Cadmium selenide absorbs and emits visible light, and the energies of its electrons near the band gap decide at which colour. The table lists such energies for the wurtzite crystal, from a density-functional calculation in the local density approximation (LDA). Each row belongs to one wave vector k of the electron waves, whose three components are point a, point b and point c; the rows are called points 1 to 7 from the top. Points a and b lie in the hexagonal plane and point c along the hexagonal axis. "Level under 1" is the highest filled level at that wave vector, "level over 1" the lowest empty one, and energies count from the valence top.

ABINIT 10.8.3, plane-wave DFT in the LDA with JTH PAW LDA v2.0 datasets, for wurtzite CdSe at fixed geometry (a = 4.30 Å, c = 7.02 Å), without spin polarisation or spin-orbit coupling. The k mesh is 6×6×3, the plane-wave cutoff 462.6 eV and the Fermi-Dirac smearing width 0.05 eV. Levels are counted from the valence top.

```
point a (reciprocal cell vector)  point b (reciprocal cell vector)  point c (reciprocal cell vector)  level under 3 (eV)  level under 2 (eV)  level under 1 (eV)  level over 1 (eV)
                          0.0000                            0.0000                            0.0000              -0.017               0.000               0.000              0.416
                          0.1667                            0.0000                            0.0000              -1.074              -0.222              -0.203              1.815
                          0.1667                            0.1667                            0.0000              -1.739              -0.777              -0.573              2.864
                          0.3333                            0.1667                            0.0000              -2.288              -1.320              -1.208              3.667
                          0.3333                            0.3333                            0.0000              -1.829              -1.829              -1.824              4.202
                          0.5000                            0.0000                            0.3333              -1.658              -1.142              -1.063              2.549
                          0.3333                            0.1667                            0.3333              -1.723              -1.618              -0.973              3.171
```

(a) At which wave vector do the two band edges lie, and what does this mean for light?

Solution. Both lie at point 1, the centre of the zone, called Γ, where neighbouring cells carry the wave in the same phase. The highest filled level is at 0.000 eV there and the lowest empty one at 0.416 eV. The gap is therefore direct: an electron can cross it by taking up a photon, with no push from a lattice vibration. Wurtzite CdSe is known to be direct at Γ, so the sampled points agree with the real crystal in this respect.

(b) Going from Γ to point 2, which edge moves more, and why?

Solution. The conduction level climbs by 1.40 eV, while the valence top sinks by only 0.20 eV. The empty level is thus about seven times as sensitive to this step. The reason, argued here from symmetry and the known chemistry of CdSe, lies in the orbitals from which the two edges are built.

The conduction edge is mainly s-like, with a large share on cadmium, and the valence top consists mainly of selenium p orbitals. At Γ a cadmium s orbital meets the in-plane p orbitals of its selenium neighbours with positive and negative overlaps that cancel exactly. Once the wave changes phase from cell to cell, the cancellation is incomplete, and the coupling grows in proportion to k. Two coupled levels repel each other, so the s-like level is driven up.

Near Γ it is mainly the p orbital pointing along the wave vector that takes part in this repulsion. For a p orbital lying across it the overlaps still largely cancel, and its level moves little. Such a level stays on top of the valence band, which explains why the upper filled edge is so flat. The table fits this: three filled levels lie close together at Γ, but at point 2 only two of them are still near the top, and the third is more than 1 eV down. In this picture the same coupling makes the electron in CdSe light and leaves the uppermost hole heavy.

(c) Use the gap and point 2 to predict the conduction level at point 3.

Solution. Place the two levels half a gap above and below a common middle and let them couple with a strength whose square is B k². Here k is the length of the wave vector, Eg the gap at Γ, and B a constant. The upper level then lies at √(Eg²/4 + B k²) above the middle. If E is its rise from the value at Γ, this can be written as

E (E + Eg) = B k²

Point 2 fixes the right-hand side:

1.399 × (1.399 + 0.416) = 2.54 eV²

In the hexagonal plane k² is proportional to a² + ab + b², which is three times as large at point 3 as at point 2. The right-hand side therefore becomes 7.62 eV², and solving for the rise gives

E = √(0.208² + 7.62) − 0.208 = 2.56 eV

The table gives 2.864 − 0.416 = 2.45 eV, so the estimate is about 5 % too high for a point that played no part in setting B. A parabola through the same two starting points would give 4.20 eV. A single band that bends only because the crystal is periodic, a cosine on the hexagonal lattice, would give 3.50 eV. The comparison favours level repulsion but does not prove it. It rests on one point in a different direction from the first, and the fitted B also has to absorb the electron's ordinary kinetic energy and the effect of all other bands.

The form of the equation shows why the parabola fails. While the rise is small against the gap, E is close to B k²/Eg, which is a parabola. Once the rise is several times the gap, E grows nearly in proportion to k itself. Point 2 is already in this second range, since its rise is more than three times the gap.

(d) Can the effective mass of the electron be read from points 1 and 2?

Solution. A parabola through them gives 0.22 electron masses, but this describes a coarse step and not the band edge. In the repulsion model the mass at the edge is smaller by a factor 1 + E/Eg, with E taken at point 2, which is a little over four. The factor is a model estimate, yet its direction is clear: the band is much more sharply curved at Γ than the coarse step suggests. Anyone who needs the mass for mobility, or for the colour of a small particle, should compute levels much closer to Γ.

(e) Where does the picture of two repelling levels break down?

Solution. It breaks down far from Γ. At point 5, the corner of the hexagon, it puts the conduction level about 1.5 eV too high. The model lets the coupling grow without end, whereas in a crystal the phase between cells repeats and the coupling has to level off.

It also fails for a step parallel to the hexagonal axis. Points 4 and 7 differ only in point c, and point 7 is the farther from Γ, so the model asks for a higher conduction level there. The table shows one that is lower by 0.50 eV. A possible cause is that higher empty states mix in and press the level down, but this is a guess that the energies alone cannot settle.

(f) What would change if selenium were replaced by sulfur?

Solution. The p level of sulfur lies deeper than that of selenium, which lowers the valence top, and CdS is indeed known to have the wider gap. The orbitals at the edges remain of the same kind, so the coupling constant B should change less than the gap. Near Γ the rise is B k²/Eg, and a larger Eg makes the band flatter. The electron in the sulfide should therefore be heavier, in line with what is known of the two compounds.

The same rule applies to an error in the gap. A method that makes the gap too small also tends to make the electron too light. A user who corrects the gap by shifting the conduction band rigidly upwards leaves this second error in place.

(g) At Γ the level under 3 lies 17 meV below the two topmost ones. Can this splitting be compared with a measured spectrum?

Solution. No. The two upper levels are equal because the two in-plane p orbitals are equivalent in a hexagonal crystal, and the third belongs to the p orbital along the axis. Their distance is the crystal-field splitting, which reacts to small shifts of the atoms along that axis. In this run the atoms still feel forces of about 0.26 eV/Å in just that direction, so the 17 meV belong to this geometry and not to the relaxed crystal.

Spin-orbit coupling, which the calculation leaves out, matters even more. In CdSe it splits the valence top by roughly 0.4 eV (a recalled value), more than twenty times the splitting seen here. It would rearrange all three levels, and the pattern in the table is not the one that a spectrometer sees.

(h) Which digits of the gap can be trusted, and would a finer mesh improve them?

Solution. As a forecast for the real material, not even the first digit holds: 0.416 eV is about a quarter of the measured gap, which is roughly 1.8 eV (recalled). Spin-orbit coupling would lower the computed value further, and lattice vibrations usually narrow a gap too, so neither explains the shortfall. The main cause is the known tendency of LDA to underestimate gaps. It is made worse here because LDA places the cadmium 4d levels too high, from where they push the selenium p levels up.

A finer mesh would not cure this, because Γ, where both edges lie, is already sampled. It could only alter the electron density slightly and with it the last digits. Leaving Γ out would do far more harm. If the gap were read at point 2 alone, it would appear as 1.815 + 0.203 = 2.02 eV, close to the measured value for an entirely wrong reason. The steep conduction band of part (b) is what makes this trap so deep.
